\paragraph{Margin 1: premises and conventions.}
(i) The one-particle space is spanned by two real orthonormal orbitals $|1\rangle,|2\rangle$, each times spin. (ii) There are exactly two electrons, at zero temperature and zero magnetic field. (iii) The electrons do not interact. (iv) The hopping $t$ is a fixed number that does not depend on the site energies. The Hamiltonian is
\begin{equation}
\hat H=\hat T+v_1\hat n_1+v_2\hat n_2,\qquad
\hat T=-t\sum_\sigma\left(c^\dagger_{1\sigma}c_{2\sigma}+c^\dagger_{2\sigma}c_{1\sigma}\right),\qquad
\hat n_i=\sum_\sigma c^\dagger_{i\sigma}c_{i\sigma}.
\label{eq:H}
\end{equation}
Changing the sign of $|2\rangle$ changes the sign of $t$ and leaves $\hat n_i$ alone, so $t>0$ costs no generality; $t\neq0$ is a real premise (Margin 9). The $v_i$ are electron energies, not electrostatic potentials. Differences are taken in opposite order on purpose,
\begin{equation}
\Delta v=v_2-v_1,\qquad \Delta n=n_1-n_2,\qquad n_i=\langle\hat n_i\rangle ,
\end{equation}
so that raising site 2 pushes charge to site 1 and both are positive together. Energies are in meV, lengths in nm.

\paragraph{Margin 2: where the additive constant went.}
With $\hat N=\hat n_1+\hat n_2$ and $\hat D=\hat n_1-\hat n_2$,
\begin{equation}
v_1\hat n_1+v_2\hat n_2=\tfrac12(v_1+v_2)\hat N-\tfrac12\Delta v\,\hat D .
\label{eq:split}
\end{equation}
For $N=2$ the first term is the number $v_1+v_2$: it shifts all levels and changes no state. This is the ``up to a constant'' of the Hohenberg--Kohn theorem (1964). We fix $v_1+v_2=0$; any other choice adds $v_1+v_2$ to every energy $E$ below and nothing to $F$. Since $n_1+n_2=2$, the density has one free component too, $n_{1,2}=1\pm\Delta n/2$. The theorem is thus a statement about one function of one variable, and the variable conjugate to $\Delta n$ is $-\Delta v/2$, not $\Delta v$. Every factor of 2 below comes from here.

\paragraph{Margin 3: the orbital.}
The one-particle matrix is
\begin{equation}
h=\begin{pmatrix}-\Delta v/2&-t\\-t&\Delta v/2\end{pmatrix}
=-\frac{\Omega}{2}\begin{pmatrix}\sin\phi&\cos\phi\\ \cos\phi&-\sin\phi\end{pmatrix},
\label{eq:h}
\end{equation}
\begin{equation}
\Omega=\sqrt{4t^2+\Delta v^2},\qquad \Omega\cos\phi=2t,\qquad \Omega\sin\phi=\Delta v .
\label{eq:angle}
\end{equation}
Because $t>0$, $\cos\phi>0$, and $\Delta v\in(-\infty,\infty)$ corresponds one-to-one to $\phi\in(-\pi/2,\pi/2)$. The last matrix in \eqref{eq:h} is traceless and squares to unity, so its eigenvalues are $\pm1$ and the orbital energies are $\mp\Omega/2$. The lower orbital is $(a,b)$ with
\begin{equation}
a=\cos\theta,\quad b=\sin\theta,\quad \theta=\frac{\pi}{4}-\frac{\phi}{2}\in\left(0,\frac{\pi}{2}\right).
\end{equation}
To verify, the first row gives $\sin\phi\cos\theta+\cos\phi\sin\theta=\sin(\phi+\theta)=\sin(\pi/2-\theta)=a$, and the second gives $\cos(\phi+\theta)=\sin\theta=b$. The double-angle formulas with $2\theta=\pi/2-\phi$ give
\begin{equation}
a^2-b^2=\sin\phi,\qquad 2ab=\cos\phi,\qquad a>0,\quad b>0 .
\label{eq:ab}
\end{equation}

\paragraph{Margin 4: the two-electron ground state is unique.}
Two electrons in four spin orbitals give six determinants. Both in the lower orbital: energy $-\Omega$, one state. One in each orbital: energy $0$, four states, a triplet and a singlet. Both in the upper orbital: $+\Omega$, one state. Hence
\begin{equation}
E(\Delta v)=-\sqrt{4t^2+\Delta v^2},
\label{eq:E}
\end{equation}
nondegenerate, with a gap $\Omega\ge2t$ at every bias. In the singlet basis $|20\rangle=c^\dagger_{1\uparrow}c^\dagger_{1\downarrow}|0\rangle$, $|S\rangle=(c^\dagger_{1\uparrow}c^\dagger_{2\downarrow}+c^\dagger_{2\uparrow}c^\dagger_{1\downarrow})|0\rangle/\sqrt2$, $|02\rangle=c^\dagger_{2\uparrow}c^\dagger_{2\downarrow}|0\rangle$, multiplying out $(ac^\dagger_{1\uparrow}+bc^\dagger_{2\uparrow})(ac^\dagger_{1\downarrow}+bc^\dagger_{2\downarrow})|0\rangle$ gives
\begin{equation}
|\Psi\rangle=a^2|20\rangle+\sqrt2\,ab\,|S\rangle+b^2|02\rangle .
\label{eq:Psi}
\end{equation}
All three amplitudes are strictly positive, a fact needed in Margin 6.

\paragraph{Margin 5: the map and its inverse.}
Directly, $n_1=2a^2$ and $n_2=2b^2$, so by \eqref{eq:ab} and \eqref{eq:angle}
\begin{equation}
\Delta n=2\sin\phi=\frac{2\,\Delta v}{\sqrt{4t^2+\Delta v^2}} .
\label{eq:dn}
\end{equation}
The Hellmann--Feynman theorem, valid because the level is nondegenerate, gives the same: $dE/d\Delta v=\langle-\hat D/2\rangle=-\Delta n/2$, and \eqref{eq:E} has derivative $-\Delta v/\Omega$. Differentiating \eqref{eq:dn},
\begin{equation}
\chi\equiv\frac{d\Delta n}{d\Delta v}=\frac{2}{\Omega}-\frac{2\Delta v^2}{\Omega^3}=\frac{8t^2}{\Omega^3}>0 .
\label{eq:chi}
\end{equation}
The map is smooth, strictly increasing, and tends to $\pm2$ as $\Delta v\to\pm\infty$, so it is a bijection of the real line onto the open interval $(-2,2)$. From $4-\Delta n^2=4\cos^2\phi$ with $\cos\phi>0$, and $\Delta v=2t\tan\phi$,
\begin{equation}
\Delta v[\Delta n]=\frac{2t\,\Delta n}{\sqrt{4-\Delta n^2}} .
\label{eq:inv}
\end{equation}
Monotonicity gives uniqueness of the potential; the limits give existence. Textbook proofs supply only the first. Here $v$-representability is settled completely: every $|\Delta n|<2$ comes from a finite potential, while $\Delta n=\pm2$ comes from a two-electron state ($|20\rangle$ or $|02\rangle$) but from no finite potential.

\paragraph{Margin 6: the general proof, with its hidden step exposed.}
Step A: different potentials have different ground states. Suppose $\Psi$ is the ground state for both $\Delta v$ and $\Delta v'$. Subtracting the two eigenvalue equations removes $\hat T$:
\begin{equation}
-\tfrac12(\Delta v-\Delta v')\,\hat D\,\Psi=(E-E')\,\Psi .
\end{equation}
$\hat D$ has eigenvalues $2,0,-2$ on $|20\rangle,|S\rangle,|02\rangle$. Since the $|S\rangle$ amplitude is nonzero, $E=E'$; since the $|20\rangle$ amplitude is nonzero, $\Delta v=\Delta v'$. In the continuum the corresponding move is to divide by $\Psi$, which requires that $\Psi$ not vanish on a set of positive measure; the positivity in \eqref{eq:Psi} is the lattice form of that requirement.

Step B: for $\Delta v\ne\Delta v'$, $\Psi'$ differs from the unique ground state $\Psi$ of $\hat H$, so the Rayleigh--Ritz inequality is strict, and likewise with the roles exchanged:
\begin{align}
E&<\langle\Psi'|\hat H|\Psi'\rangle=E'-\tfrac12(\Delta v-\Delta v')\Delta n',\\
E'&<\langle\Psi|\hat H'|\Psi\rangle=E+\tfrac12(\Delta v-\Delta v')\Delta n .
\end{align}
Adding them,
\begin{equation}
(\Delta v-\Delta v')(\Delta n-\Delta n')>0 .
\label{eq:mono}
\end{equation}
The familiar contradiction $0<0$ is the case $\Delta n=\Delta n'$. The argument proves more than invertibility: it fixes the direction of the map. In this model the slack in each inequality is known. From \eqref{eq:ab}, $\langle\Psi'|\hat T|\Psi'\rangle=-4ta'b'=-2t\cos\phi'$ and $\langle\Psi'|\hat D|\Psi'\rangle=2\sin\phi'$, so
\begin{equation}
\langle\Psi'|\hat H|\Psi'\rangle=-\Omega\cos\phi\cos\phi'-\Omega\sin\phi\sin\phi'=-\Omega\cos(\phi-\phi'),
\label{eq:slack}
\end{equation}
and the left side of \eqref{eq:mono} equals $2(\Omega+\Omega')[1-\cos(\phi-\phi')]$.

\paragraph{Margin 7: one functional, three definitions.}
(a) Hohenberg--Kohn. Define $F[\Delta n]=\langle\Psi|\hat T|\Psi\rangle$ for the ground state that has this density. Then $F=E+\Delta v\,\Delta n/2=-\Omega+\Delta v^2/\Omega=-4t^2/\Omega=-2t\cos\phi$, and eliminating $\phi$,
\begin{equation}
F[\Delta n]=-t\sqrt{4-\Delta n^2}=-2t\sqrt{n_1n_2},
\label{eq:F}
\end{equation}
using $n_1n_2=1-\Delta n^2/4$. This definition exists only on $(-2,2)$.

(b) Constrained search (Levy, 1979). Minimise $\langle\hat T\rangle$ over all two-electron states, pure or mixed, correlated or not, with given $\Delta n$, without mention of a potential. Only the spin-summed density matrix $\gamma_{ij}=\sum_\sigma\langle c^\dagger_{j\sigma}c_{i\sigma}\rangle$ enters. It is Hermitian, positive semidefinite and of trace 2, so with Pauli matrices $\boldsymbol\tau$ in site space
\begin{equation}
\gamma=\mathbb 1+\mathbf m\cdot\boldsymbol\tau,\qquad \text{eigenvalues } 1\pm|\mathbf m|,\qquad |\mathbf m|\le1 .
\end{equation}
Then $\Delta n=\gamma_{11}-\gamma_{22}=2m_z$ and $\langle\hat T\rangle=-t(\gamma_{12}+\gamma_{21})=-2tm_x$. With $m_x\le\sqrt{1-m_z^2}$,
\begin{equation}
\langle\hat T\rangle\ge-2t\sqrt{1-\Delta n^2/4}=-t\sqrt{4-\Delta n^2}.
\end{equation}
Equality needs $|\mathbf m|=1$, $m_y=0$, $m_x\ge0$. The occupations are then $2$ and $0$; one orbital is empty in every member of the ensemble, so both electrons occupy the other, $(\sqrt{n_1/2},\sqrt{n_2/2})$, with opposite spins. The bound is attained, the minimiser is the single determinant \eqref{eq:Psi}, pure-state and ensemble searches coincide, and the domain is now the closed interval, with $F[\pm2]=0$. The bound used positivity and the trace only, not the Pauli principle. An orbital equal to the square root of the density is the construction behind the von Weizs\"acker functional, and \eqref{eq:F} is its two-site form.

(c) Legendre transform (Lieb, 1983). Define $F_L[\Delta n']=\sup_{\Delta v}\{E(\Delta v)+\Delta v\,\Delta n'/2\}$. Put $\Delta n'=2\sin\phi'$ and $\Omega=2t/\cos\phi$. Then
\begin{equation}
E+\tfrac12\Delta v\,\Delta n'+2t\cos\phi'=-\Omega\left[1-\sin\phi\sin\phi'-\cos\phi\cos\phi'\right]=-\Omega\left[1-\cos(\phi-\phi')\right]\le0,
\end{equation}
with equality only at $\phi=\phi'$. So $F_L=-2t\cos\phi'$ and the maximiser is the potential \eqref{eq:inv}. At $\Delta n'=2$ the supremum is $\lim_{\Delta v\to\infty}(\Delta v-\Omega)=0$ and is not attained; for $|\Delta n'|>2$ it is $+\infty$. The three definitions agree wherever they overlap.

\paragraph{Margin 8: the second theorem.}
For a trial density, $E_{\Delta v}[\Delta n']=F[\Delta n']-\Delta v\,\Delta n'/2$, which is exactly \eqref{eq:slack}. Therefore
\begin{equation}
E_{\Delta v}[\Delta n']-E(\Delta v)=\Omega\left[1-\cos(\phi-\phi')\right]\ge0,
\label{eq:var}
\end{equation}
zero only at the true density and quadratic near it. The Euler equation and the curvature are
\begin{equation}
F'=\frac{t\,\Delta n}{\sqrt{4-\Delta n^2}}=\frac{\Delta v}{2},\qquad
F''=\frac{4t}{(4-\Delta n^2)^{3/2}}=\frac{\Omega^3}{16t^2}=\frac{1}{2\chi}>0 ,
\end{equation}
where $\sqrt{4-\Delta n^2}=4t/\Omega$ was used. The first reproduces \eqref{eq:inv}. The second says that strict convexity of $F$, strict concavity of $E$ ($E''=-\chi/2$) and strict monotonicity of the map are one property. $F$ stays finite at the endpoints while $F'$ diverges there: a value of the functional exists, a potential does not.

\paragraph{Margin 9: invertible is not well conditioned, and two ways to lose the theorem.}
For $\Delta v\gg t$, expanding \eqref{eq:dn} gives $2-\Delta n\simeq4t^2/\Delta v^2$, and $d\Delta v/d\Delta n=1/\chi\simeq\Delta v^3/8t^2$. The potential is then encoded in the small residual occupation $n_2\simeq2t^2/\Delta v^2$, and a small uncertainty in the density becomes a large one in the potential. At $t=0$ the information is gone: $\Delta n=2\,\mathrm{sgn}\,\Delta v$, $F=0$, all positive biases share the ground state $|20\rangle$, and Step A fails because $|20\rangle$ is an eigenstate of $\hat D$. The second failure is the triplet. Two parallel spins fill both sites, $\Delta n=0$ and the energy is $0$ for every $\Delta v$. If a magnetic field makes the polarised triplet the ground state, which for Zeeman coupling happens at $g\mu_BB>\Omega$, the density no longer determines the bias even with $t\neq0$.

\paragraph{Margin 10: what ``universal'' means here.}
$F$ is independent of $\Delta v$ but contains $t$. In a continuum description of a donor pair, $t$ derives from the donor potentials, which belong to the external potential. Equation \eqref{eq:F} is therefore a functional of site occupations for a fixed $\hat T$, universal over the one-parameter family of biases, and it is not the projection of the continuum functional. Premise (iv) is what makes the family well defined.

\paragraph{Margin 11: what survives with interaction.}
Add $U\sum_i\hat n_{i\uparrow}\hat n_{i\downarrow}+V\hat n_1\hat n_2$. For two electrons $\hat n_1\hat n_2=1-\sum_i\hat n_{i\uparrow}\hat n_{i\downarrow}$, so only $\tilde U=U-V$ matters and the constant $V$ is dropped. Since $\hat T|20\rangle=-\sqrt2\,t|S\rangle$ and likewise for $|02\rangle$, the singlet block is
\begin{equation}
H_S=\begin{pmatrix}\tilde U-\Delta v&-\sqrt2\,t&0\\-\sqrt2\,t&0&-\sqrt2\,t\\0&-\sqrt2\,t&\tilde U+\Delta v\end{pmatrix},
\label{eq:HS}
\end{equation}
and the triplet stays at $0$. Admixing a little of a coupled neighbour to any basis state lowers the energy in first order, so the lowest eigenvalue $E_U$ lies below all three diagonal elements, hence below the triplet. The outer rows give
\begin{equation}
\frac{c_{20}}{c_S}=\frac{\sqrt2\,t}{\tilde U-\Delta v-E_U}>0,\qquad
\frac{c_{02}}{c_S}=\frac{\sqrt2\,t}{\tilde U+\Delta v-E_U}>0 ,
\label{eq:amps}
\end{equation}
which fixes the eigenvector uniquely, with no vanishing amplitude. Steps A and B then hold word for word, \eqref{eq:mono} remains true, and $|\Delta n_U|<2$ for $\Delta n_U=2(c_{20}^2-c_{02}^2)$. The closed forms \eqref{eq:E} and \eqref{eq:dn} are lost, but \eqref{eq:F} acquires its working role as the Kohn--Sham kinetic energy $T_s$. Write the interacting functional as $T_s+E_{\rm Hxc}$. Its Euler equation $T_s'+E_{\rm Hxc}'=\Delta v/2$, compared with $T_s'=\Delta v_s/2$, gives
\begin{equation}
\Delta v_s=\frac{2t\,\Delta n_U}{\sqrt{4-\Delta n_U^2}}=\Delta v+\Delta v_{\rm Hxc},\qquad \Delta v_{\rm Hxc}=-2E'_{\rm Hxc}.
\label{eq:KS}
\end{equation}
By Margin 5 this Kohn--Sham bias exists and is unique for every interacting ground-state density.

The size of the neglected term follows from \eqref{eq:Psi}: its expectation value is $\tilde U(a^4+b^4)=\tilde U(1-2a^2b^2)=\tilde U\left(\tfrac12+\tfrac18\Delta n^2\right)$, whose contribution to $\Delta v_{\rm Hxc}$ is $-\tilde U\Delta n/2$. At small bias $\Delta n=\Delta v/t$, so this is small against $\Delta v$ only if $\tilde U\ll2t$. In the opposite limit $\tilde U\gg t,|\Delta v|$, dropping $E_U$ in \eqref{eq:amps} and expanding in $\Delta v/\tilde U$ gives $c_{20}^2-c_{02}^2\simeq2t^2\cdot4\Delta v/\tilde U^3$, that is
\begin{equation}
\Delta n_U\simeq\frac{16\,t^2\,\Delta v}{\tilde U^3}.
\label{eq:mott}
\end{equation}
For one electron the interaction vanishes identically, and Margins 3 to 8 with trace $1$ give $E=-\Omega/2$, $\Delta n=\Delta v/\Omega$, $F=-t\sqrt{1-\Delta n^2}$, again $-2t\sqrt{n_1n_2}$.

\paragraph{Margin 12: range of validity.}
Within premises (i) to (iv) nothing was approximated: \eqref{eq:E}, \eqref{eq:dn}, \eqref{eq:inv} and \eqref{eq:F} are exact for all $t>0$ and finite $\Delta v$. As a description of a device they require: other orbitals far away on the scale of $t$; $t$ unchanged by the gate; $g\mu_BB$ below the singlet--triplet gap; $k_BT$ small against the gap; and, for two electrons read literally, $\tilde U\ll2t$. The temperature condition can be quantified. The four middle states of Margin 4 carry $\langle\hat D\rangle=0$ and the top state carries $-2\sin\phi$, so for fixed $N=2$ the result \eqref{eq:dn} is multiplied by $\sinh x/(\cosh x+2)$ with $x=\Omega/k_BT$. Without the condition on $\tilde U$, the formulas hold as the Kohn--Sham map \eqref{eq:KS}, and, halved as stated, for one electron.

\paragraph{Margin 13: two P donors in Si under gate bias.}
The sites are the lowest ($1s$, $A_1$) states of two donors a distance $d=10$ nm apart. We take $t=1$ meV as a given model input; valley interference makes it vary strongly with the lattice positions of the donors. Approximate inputs: relative permittivity $11.7$, donor binding energy $46$ meV, binding energy of a second electron $2$ meV, valley--orbit gap $12$ meV, envelope radius $a_D=2$ nm, $g=2$.

A uniform field $\mathcal E$ pointing from donor 1 to donor 2 adds $e\mathcal Ex$ to the electron energy. For mirror-image orbitals of overlap $S$ and the origin at the midpoint, symmetric orthogonalisation leaves $x$ diagonal with elements $\mp d/(2\sqrt{1-S^2})$, so the field changes $\Delta v$ and not $t$ within this space. Hydrogenic envelopes give $S=e^{-\rho}(1+\rho+\rho^2/3)\approx0.10$ at $\rho=d/a_D=5$, a correction of $0.5\%$, and we set $\Delta v=e\mathcal Ed$.

Take $\mathcal E=0.15$ mV/nm, so $\Delta v=1.5$ meV. Then $\Omega=2.5$ meV, $\sin\phi=0.6$, $E=-2.5$ meV, $\Delta n=1.2$, $n_1=1.6$, $n_2=0.4$, $F=-1.6$ meV, and $-\Delta v\,\Delta n/2=-0.9$ meV completes the sum. The response is $\chi=0.512$ meV$^{-1}$. The unbiased density $\Delta n'=0$ used as a trial lies $0.5$ meV higher, as \eqref{eq:var} requires. The thermal factor at $4.2$ K, where $k_BT=0.36$ meV, is $0.996$. With $g\mu_B=0.116$ meV/T the triplet crossing would need $22$ T. For the singly ionised pair, $E=-1.25$ meV, $\Delta n=0.6$, $F=-0.8$ meV. One-electron corrections are small at this bias: a coupling of order $t$ to the higher valley--orbit states mixes in a weight of order $(1/12)^2=0.007$ and shifts levels by about $0.08$ meV, and the Stark scale $(e\mathcal Ea_D)^2/(46\text{ meV})$ is $0.002$ meV.

The interaction is not small. Moving an electron from one neutral donor to the other costs $U\approx46-2=44$ meV at infinite distance and regains $V=e^2/(4\pi\varepsilon_0\cdot11.7\,d)=12$ meV, so $\tilde U\approx32$ meV and $\tilde U/2t=16$. Its expectation value in the noninteracting state is $22$ meV, against $|E|=2.5$ meV. Diagonalising \eqref{eq:HS} and inverting with \eqref{eq:KS} gives, in meV, with $\Delta n_0$ from \eqref{eq:dn}:
\begin{center}
\begin{tabular}{cccccc}
$\Delta v$ & $\Delta n_0$ & $E_U$ & $\Delta n_U$ & $\Delta v_s$ & $\Delta v_{\rm Hxc}$\\ \hline
$1.5$ & $1.2000$ & $-0.125$ & $7.2\times10^{-4}$ & $7.2\times10^{-4}$ & $-1.499$\\
$32$ & $1.9961$ & $-1.43$ & $0.9885$ & $1.14$ & $-30.9$\\
$40$ & $1.9975$ & $-8.24$ & $1.9424$ & $8.2$ & $-31.8$
\end{tabular}
\end{center}
The digits belong to the model; four decimals are kept in the densities because the inversion amplifies rounding near $\Delta n=2$. In the first row the noninteracting formula overstates the charge transfer of the model by a factor $1.7\times10^{3}$, the estimate \eqref{eq:mott} gives $7.3\times10^{-4}$, and $\Delta v_{\rm Hxc}$ cancels almost the whole applied bias. Charge moves when $\Delta v$ reaches $\tilde U$, and beyond that $\Delta v_{\rm Hxc}$ lies near $-\tilde U$. The singlet--triplet gap at low bias drops from $2.5$ to $0.125$ meV, so the zero-field, zero-temperature premises now mean $B$ below about $1.1$ T and $k_BT$ well below $0.125$ meV, which $4.2$ K violates and $0.1$ K ($0.0086$ meV) satisfies. For real donors that gap is an order of magnitude only, since the omitted direct exchange, of order $S^2V\approx0.12$ meV, rivals it. The last two rows need fields of $3.2$ and $4.0$ mV/nm; at $3.2$ mV/nm the Stark scale is already $0.9$ meV, comparable to $t$, and the diffuse doubly occupied donor need not share the one-electron hopping, so premises (i) and (iv) are strained there and those rows describe the model rather than the device.